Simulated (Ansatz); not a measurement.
# FeO: pressure against volume scale

All results are calculated (Ansatz 0.2.0). Periodic Kohn-Sham DFT of a crystal at fixed atoms, scaled to volume_scale times the given cell; pressure positive in compression, energy less spherical unpolarised free atoms, largest_vzz the field gradient of largest size among the nuclei.

The cell before it is scaled or strained (space group Fm-3m, No. 225):
```
cell vectors (Å)
   0.0000     2.1550     2.1550
   2.1550     0.0000     2.1550
   2.1550     2.1550     0.0000
atoms (fractions of the cell vectors)
Fe  0.00000  0.00000  0.00000
O   0.50000  0.50000  0.50000
```

Settings of every row: method frozen-core PAW; functional PBE; relativity scalar; k mesh 16x16x16; filling fermi-dirac; smearing width 0.08 eV; wave cutoff 420 eV; paw set soft_2.

Atom:
| element | start moment (bohr magneton) |
| --- | --- |
| Fe | 3 |
| O | 0 |

Limits: semilocal functional can close the gap of open d or f salts; with one magnetic atom in the cell only parallel moments are possible.

| row | volume scale | V (Å³/atom) | pressure (GPa) | cell moment (bohr magneton) |
| --- | --- | --- | --- | --- |
| 1 | 0.9405 | 9.412 | 12.846 | 3.99 |
| 2 | 0.97 | 9.708 | ? | ? |
| 3 | 1 | 10.007 | -0.008 | 3.999 |
| 4 | 1.03 | 10.308 | -5.09 | 4.001 |
| 5 | 1.06 | 10.608 | -9.384 | 4.003 |

Question: what pressure should row 2 give?

Worked fit of pressure. Take u = (V_r/V)^(2/3) − 1 with V_r = 10.157 Å³ an atom, which is twice the finite (Eulerian) strain; such expansions in the strain, on which the Birch-Murnaghan equation of state is built, carry the rest volume and the bulk modulus. The shown rows have u = 0.0521, 0.00997, -0.00979, -0.02855. Least squares give pressure = −2.6476 + 257.633 × u + 762.67 × u² GPa; a straight line predicts inner rows, each left out in turn, worse (root mean square 0.76 against 0.014 GPa). The rows lie off it by 0.001, -0.005, 0.007, -0.003 (root mean square 0.0046 GPa). The pressure vanishes at u = 0.0100, or V = 10.01 Å³ an atom, and there the bulk modulus at fixed shape and fractions is B = −V dP/dV = (2/3)(1 + u) dP/du = 184 GPa. The withheld row has u = 0.0306, so the fit gives −2.6476 + 257.633 × (0.0306) + 762.67 × (0.0306)² = 5.950 GPa.

The calculation gave 5.983 GPa. The fit lies 0.033 GPa (0.15 % of the column's range) below it; its largest miss of a shown row is 0.007 GPa.

The other values of row 2: cell moment 3.997 bohr magneton.
